Choosing a photon energy for ionising free atoms from Cu to Kr means deciding which sub-shells the light can open. By the r2SCAN, scalar-relativistic values below, a 40 eV photon frees a 4s electron in every row, a 3d electron only from Cu to Ge, and a 3p electron in none. A 100 eV photon reaches 3d in every row and 3p only in Cu and Zn. Germanium is the closest call, with its 3d threshold at 38.7 eV. Three lines of arithmetic reproduce these thresholds well enough to make the choice on paper, provided it is clear where the lines hold.

Spherical Kohn-Sham atoms from Cu to Kr, computed with radks 1 (radial solver with Libxc) using r2SCAN, scalar-relativistic and spin-polarised. Each removal energy is the total energy of the fully relaxed ion, with one electron taken from the named sub-shell, minus that of the neutral atom; the ion is filled with parallel spins first.

```csv
species,Z,configuration,removal energy (3d) (eV),removal energy (3p) (eV),removal energy (4s) (eV),leaves first
Cu,29,[Ar] 3d10 (4s up)1,11.177,81.270,8.2566,4s
Zn,30,[Ar] 3d10 4s2,17.935,94.239,9.4113,4s
Ga,31,[Ar] 3d10 4s2 (4p up)1,27.788,110.64,11.917,4p
Ge,32,[Ar] 3d10 4s2 (4p up)2,38.717,128.19,14.265,4p
As,33,[Ar] 3d10 4s2 (4p up)3,50.727,146.92,16.565,4p
Se,34,[Ar] 3d10 4s2 (4p up)3 (4p down)1,64.436,167.38,20.937,4p
Br,35,[Ar] 3d10 4s2 (4p up)3 (4p down)2,79.091,188.87,25.199,4p
Kr,36,[Ar] 3d10 4s2 4p6,94.745,211.46,29.292,4p
```

Z is the nuclear charge. In the configuration, [Ar] is the argon core, and an entry such as (4p up)3 (4p down)2 means three 4p electrons of the majority spin and two of the minority spin. A removal energy is the total energy of the relaxed ion minus that of the atom. The last column names the sub-shell whose electron is cheapest to remove. In every row 4s costs less than 3d and 3d less than 3p, and 3d is full throughout.

With x = Z − 30 and n↓ the number of 4p down electrons, the rule is, in eV:

- E(3p) = (9.71 + 0.806 x)²
- E(3d) = E(3p) − (76.1 + 6.73 x)
- E(4s) = 9.46 + 2.40 x + 1.84 n↓

The constants come from unweighted least squares on the seven rows Zn to Kr: a straight line through √E(3p), a straight line through the gap E(3p) − E(3d), and a fit of E(4s) to a constant, x and n↓. They were then rounded to the digits shown. Cu was kept out because it has a single 4s electron, whereas x counts 4p electrons added to a full 4s² pair.

## Cu and Zn

In these two rows 4s leaves first, so the 4s column is the first ionisation energy. The 3d electron lies only 2.92 eV deeper in Cu, close enough to count as a valence electron, and already 8.52 eV deeper in Zn.

Each step down the table adds a proton and an electron, and two limits bracket what an electron already present feels. If the newcomer lay wholly inside its orbit, the proton would be cancelled and the removal energy would hardly move. If the newcomer were infinitely far away, the full extra charge would act. The closer in the added electron sits, the shorter the step.

The step from Cu to Zn is the shortest in all three columns: 4s rises by 1.15 eV against 2.51 eV for the next step, and 3p by 12.97 eV against 16.40 eV. The limits suggest why. The electron added in Zn is a 4s electron, which shares the orbital of the departing 4s electron and penetrates the n = 3 shell more deeply than the 4p electron added in Ga, so it offsets more of the new proton. This is an argument from the shapes of the orbitals; the numbers show only that the step is short. Spin cannot be the cause for the inner shells. The hole in Cu is made so that the ion keeps parallel spins (3d⁹ 4s¹ for the 3d column), which lowers the Cu value and so lengthens the step.

Run backwards to x = −1, the rule assumes a 4p-sized step and lands too low: 7.06 eV for 4s against 8.26 eV in the table (−14.5 % of the table value), 9.91 against 11.18 eV for 3d (−11.3 %), and 2.4 % low for 3p. Cu shows the price of leaving the range by a single element.

The calculation has its own fault here. The measured first ionisation energies are roughly 7.7 eV for Cu and 9.4 eV for Zn (recalled values). The table matches Zn and lies about 0.6 eV high for Cu, so its Cu to Zn rise is too small. Spin-orbit coupling is absent from the calculation but does not act in first order on an s electron over a closed d shell, so the functional is the likely source; two rows cannot prove that.

## Ga, Ge and As

From Ga on, 4p leaves first, and the 4s column is the energy to reach an excited ion, 4s¹ 4pˣ. Over these rows the 4p electrons all enter with the same spin.

For 3p, start from a hydrogen-like electron, E = Ry (Z_eff/n)², with Ry = 13.6 eV, n = 3 and Z_eff the charge left after screening. Its square root is √Ry · Z_eff/3. With no screening by the added electron, Z_eff grows by one per element and √E by √13.6/3 = 1.23 eV^½. With complete screening the slope is zero. If every step adds the same fraction of a charge, √E is a straight line in Z. In the table the steps of √E(3p) from Zn to Kr all lie between 0.799 and 0.816 eV^½, and the fitted slope is 0.655 of the unscreened limit.

That fraction is not a charge seen by the 3p orbital. A 4p electron lies mostly outside the n = 3 shell, and a spherical layer of charge exerts no force inside itself; it only raises the potential energy there by a constant, e²/(4πε₀r) for a layer of radius r. A better picture is then a nearly unscreened parabola minus an outer term that grows with the number of outer electrons and with their contraction. The bare parabola would make each step longer than the last by 2 Ry/9 = 3.0 eV. In the table the 3p steps from Zn on lengthen by 1.0 to 1.2 eV, the arrival at Se excepted. The squared line imitates this reduced curvature with two constants that trade against each other, and neither has a meaning alone.

The same picture gives the rule for 3d. Around a bare nucleus and without relativity, 3p and 3d have the same energy, so the gap between them is zero and the Z² term drops out of the difference. Switch on the repulsion between electrons in first order: hydrogen-like orbitals shrink as 1/Z, so the repulsion integrals grow as Z. A 3d electron, held away from the nucleus by its angular momentum, is screened more fully by the inner electrons than a 3p electron, which opens a gap proportional to Z; the next order adds a constant. The flat potential of the outer electrons shifts 3p and 3d alike and cancels. The gap should therefore be close to linear in Z and nearly blind to what happens in the 4p shell.

The table bears out the form: from Zn to Kr the gap grows by 6.55 to 6.94 eV per element while the 3d energy itself rises more than fivefold. Even Cu, outside the fit, misses the line by only 0.7 eV in 70. The expansion supplies the form and no more. Written in Z, the constant is 76.1 − 30 × 6.73 ≈ −126 eV, comparable with the leading term, so these atoms are far from the limit in which the series converges fast. The steps of the gap lengthen in every row; relativity, which binds p more than d and grows steeply with Z, and higher orders of the expansion are guesses at the cause.

Germanium, x = 2 and n↓ = 0, is the first worked row. The root is 9.71 + 2 × 0.806 = 11.322, whose square is 128.19 eV. The gap is 76.1 + 2 × 6.73 = 89.56 eV, which leaves 38.63 eV for 3d. For 4s, 9.46 + 2 × 2.40 = 14.26 eV. The table has 128.19, 38.717 and 14.265 eV. Ge was part of the fit, and the agreement of 3p to the last digit is luck.

For the 40 eV decision the rule puts the Ge 3d threshold 1.4 eV below the photon energy and the table 1.3 eV below. The rule is not the weak link. The calculation has no spin-orbit splitting of the 3d hole and averages hole and open 4p shell spherically, so the real threshold is a group of levels around the computed value, and the functional adds an error of its own, which for Cu was about 0.6 eV. A margin near 1 eV is thin; the As 3d threshold, some 11 eV above the photon energy, is safely out of reach.

Over the same rows 3d parts from 4s: it lies 15.87 eV deeper in Ga and 34.16 eV deeper in As. A new proton deepens the potential most near the nucleus, where 3d lies, and the added 4p electron takes back only its flat outer potential there. The 4s electron, farther out, gains less from the proton and shares its region of space with the 4p electrons, so less of the gain is left.

## The break between As and Se

The 4s steps are 2.35 and 2.30 eV up to As and then 4.37 eV to Se. No shell is rearranged; the one new thing in Se is the first 4p electron of down spin.

The ion is filled with parallel spins first, so the 4s electron that stays is up and the one that leaves is down. Electrons of equal spin keep apart, which lowers their repulsion by an exchange energy K per pair; electrons of opposite spin have no such term. Two limits fix the slope. An added up electron repels the departing electron in full, and the step is f, the gain from one proton less one unreduced repulsion. An added down electron repels it less, and the step is f + K. Summing the steps from Zn gives E(4s) = E(Zn) + f x + K n↓, the third line of the rule. Exchange adds to the rising nuclear attraction and does not replace it.

The numbers show the place and size of the break; that exchange between the departing and the added electron causes it is the argument just given, and it is probably not the only effect at work. The fitted 1.84 eV is not a clean exchange integral. The jump in step at Se is 2.07 eV, and the fit returns less because the steps shorten slightly within each stretch, from 2.51 to 2.30 eV and from 4.37 to 4.09 eV, for a reason these data do not settle.

The inner shells feel the break too. On arrival at Se the step lengthens by more than it does, on average, at As and Br; the excess is 0.63 eV for 3p and 0.69 eV for 3d. Direct exchange between the departing down electron and the new 4p electron must contribute, but it should differ between a p and a d orbital, and the near equality of the two kinks points to a shift common to both, which almost vanishes from the gap. One candidate is that the first down electron, having no exchange partner in 4p, is more diffuse and raises the inner potential less. That is a guess. For 4s, exchange alone would more than account for the break: the Slater integral G¹(4s,4p), computed for As, Se and their ions, gives a pair exchange energy G¹/3 of about 2.4 to 2.9 eV, above both the fitted 1.84 eV and the 2.07 eV jump. Something must take part of it back, and more still if a common shift like that of the inner shells adds to the 4s jump. Correlation, which lowers the repulsion mostly between opposite spins, works in that direction, but these data do not separate it from relaxation.

The break depends on the spin chosen for the ion. Taking the up electron from 4s instead would, by the same counting, cost more by the pair exchange energy for each unpaired 4p electron, about 2.4 to 2.9 eV each or some 7 to 9 eV in all at As before correlation and relaxation change it, and would put the steep stretch first. Light reaches such low-spin states as well, and the rule describes only the high-spin threshold.

## Se, Br and Kr

Bromine has x = 5 and n↓ = 2. The root is 9.71 + 5 × 0.806 = 13.74, and 13.74² = 188.79 eV. The gap is 76.1 + 5 × 6.73 = 109.75 eV, so 3d costs 188.79 − 109.75 = 79.04 eV. For 4s, 9.46 + 5 × 2.40 + 2 × 1.84 = 9.46 + 12.00 + 3.68 = 25.14 eV. The table has 188.87, 79.091 and 25.199 eV, each within 0.1 eV. Br, too, was among the fitted rows. Without the spin term its 4s estimate would be 3.68 eV lower.

Over Zn to Kr the largest departures from the table are 0.17 eV for 3p and 0.09 eV for 4s, both at As, and 0.36 eV for 3d at Kr. In relative terms 3d is worst at Zn, 1.4 % of the table value, because a small number is there obtained as the difference of two large ones. Rounding in the table is at most 0.005 eV, so these misfits are real: the As errors mark the break, and the 3d errors at both ends come mostly from the curvature of the gap. Seven rows fitted with two or three constants per line make this an interpolation, and its quality says little about causes.

A harder test is to fit the same lines to Zn, Ga, Ge and As alone and extend them to Kr. The 3p value then comes out 0.14 eV low and the 3d value 0.54 eV high, while 4s, with no down electron among the fitted rows to fix K, is 5.54 eV low, 19 % of the table value. The 3p success is partly a cancellation. The steps of the root shrink from 0.811 to 0.799 up to As, are reset to 0.816 by the kink, and shrink again, so that a straight line survives.

Simpler recipes do worse. A separate least-squares line through √E(3d) on the same seven rows misses by up to 1.47 eV at Kr and by 4.8 % at Zn; it needs two constants where the gap route uses four, two of them shared with 3p, and it happens to do better for Cu, 0.54 eV high. A square-root line for 4s cannot bend at As and is 1.04 eV high there.

Slater's rules need no fit. Each electron gets Z_eff from screening constants (0.35 within a group, 0.85 or 1 for inner groups, none for outer ones), the energy is −Ry Σ (Z_eff/n*)² with n* = 3 for the third shell and 3.7 for the fourth, and the removal energy is ion minus atom. That gives 3p from 3 % high at Cu to 24 % low at Kr and 3d 9 to 23 % low, relative to the table. For 4s the error runs from about +65 % at Cu and Zn to −9 % at Kr. It is largest in the two rows without 4p electrons, so lumping 4s with 4p cannot be the main cause there; the constants bind the 4s electron itself too tightly. The single term Ry (Z_eff/3)² for the departing electron is far worse, 3.5 to 8.3 times the table value for 3d and 4.4 to 5.9 times for 3p. It leaves out the repulsion between the departing electron and the electrons it screens. In the total-energy form this repulsion appears as the tighter binding of those electrons in the ion, and it takes back most of the single term. A hydrogen-like formula with Slater's Z_eff is thus no estimate of an inner-shell removal energy unless the whole atom is summed.

At Kr, 3d lies 65.45 eV below 4s and is a core level, and the distance between calculation and nature outgrows the error of the rule. Spin-orbit coupling splits the 3p hole by roughly 8 eV and the 3d hole by roughly 1 eV (recalled values), so the single 3p number is to be compared with the weighted mean of two thresholds. Both measured thresholds lie above it, their mean by roughly 5 to 6 eV (recalled), far more than the misfit of the rule; an error of that kind would also eat most of the margin, under 6 eV, by which 100 eV clears Zn 3p. The calculation also leaves out Breit and QED terms, which should matter far less here. The measured 4s threshold is roughly 27 to 28 eV, also recalled, against 29.29 eV here. The real 4s hole mixes strongly with 4p⁴ nd configurations, which pushes it down, and a single spherical configuration omits this, so the excess cannot simply be charged to the functional. The 100 eV photon clears Kr 3d by about 5 eV, more than the splitting.

Past Kr the next electron enters 5s, far outside, where it offsets less of the new proton than a 4p electron did; by the two limits the steps should lengthen and the rule should fall short, and the count n↓ has ended. Below Cu the 3d shell is open, the added electrons screen 3p and 3d from within their own shell, and none of the slopes applies. For values computed in the same way, the shapes should carry over to Cd to Xe, with 4p, 4d and 5s in the three roles (the real 4p hole there mixes strongly with other configurations): a short step into Cd, a nearly linear 4p to 4d gap, and a break in 5s at Te, where the first down electron enters 5p. That is an expectation from the mechanism, the constants would have to be found afresh, and spin-orbit coupling would weigh more.
